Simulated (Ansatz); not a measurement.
**Ligand exchange: AlH(CH3)(SH) + Ge(SH)2 → Al(CH3)(SH)2 + GeH(SH)**

Species: AlH(CH3)(SH), singlet; Ge(SH)2, singlet; Al(CH3)(SH)2, singlet; GeH(SH), singlet. The partners trade H for SH: Al–H and Ge–SH bonds give way to Al–SH and Ge–H.

Shapes, held fixed at every level: PBE0-D4/def2-TZVP. Flexible molecules stand in one conformer, not always the lowest. Programs: Ansatz 0.2.0. Electronic energies: no zero-point or thermal term.

| level | kind | ΔE (kJ/mol) | less CCSD(T)/def2-TZVPP |
| --- | --- | --- | --- |
| HF/def2-TZVPP | Hartree–Fock | -16.8 | -3.9 |
| PBE-D4/def2-TZVPP | GGA | -2.5 | +10.4 |
| r2SCAN-D4/def2-TZVPP | meta-GGA | -6.8 | +6.1 |
| B3LYP-D4/def2-TZVPP | global hybrid | -4.7 | +8.2 |
| wB97X-V/def2-TZVPP | range-separated hybrid | -11.3 | +1.6 |
| B2PLYP/def2-TZVPP | double hybrid | -7.2 | +5.7 |
| CCSD(T)/def2-TZVPP | coupled cluster or CI | -12.9 | 0.0 |

The highest level, CCSD(T)/def2-TZVPP, gives ΔE = -12.9 kJ/mol; the levels span -16.8 to -2.5. The column of differences is taken from that level and isn't an error. No measured value is set beside it here. Relativity is left out for Ge. Outer-core shells of Ge are correlated in most correlated rows, in sets that cover them unevenly.

Every level puts the exchange downhill, so hydrogen prefers germanium and thiolate prefers aluminium in this pair, but only modestly: -12.9 kJ/mol with CCSD(T). The direction fits the more electropositive character of aluminium, which gains from a polar Al–S bond in place of Al–H, while the less polar Ge–H bond suits germanium. Sulfur lone-pair donation probably limits the gain. Both centres have a formally empty p orbital, so the second thiolate that helps aluminium is taken from a germylene that it also stabilised.

Hartree–Fock overshoots the coupled-cluster exothermicity, so correlation on balance favours the reactants. All the density functionals fall short of it, PBE-D4 most and wB97X-V least, perhaps because they balance polar bonding and lone-pair delocalisation differently. Exact exchange alone doesn't order them, since r2SCAN-D4 gives a more negative value than B3LYP-D4. The preference for products is thus consistent, but its size depends strongly on the method, and a single exchange energy can't separate bond polarity from π donation.
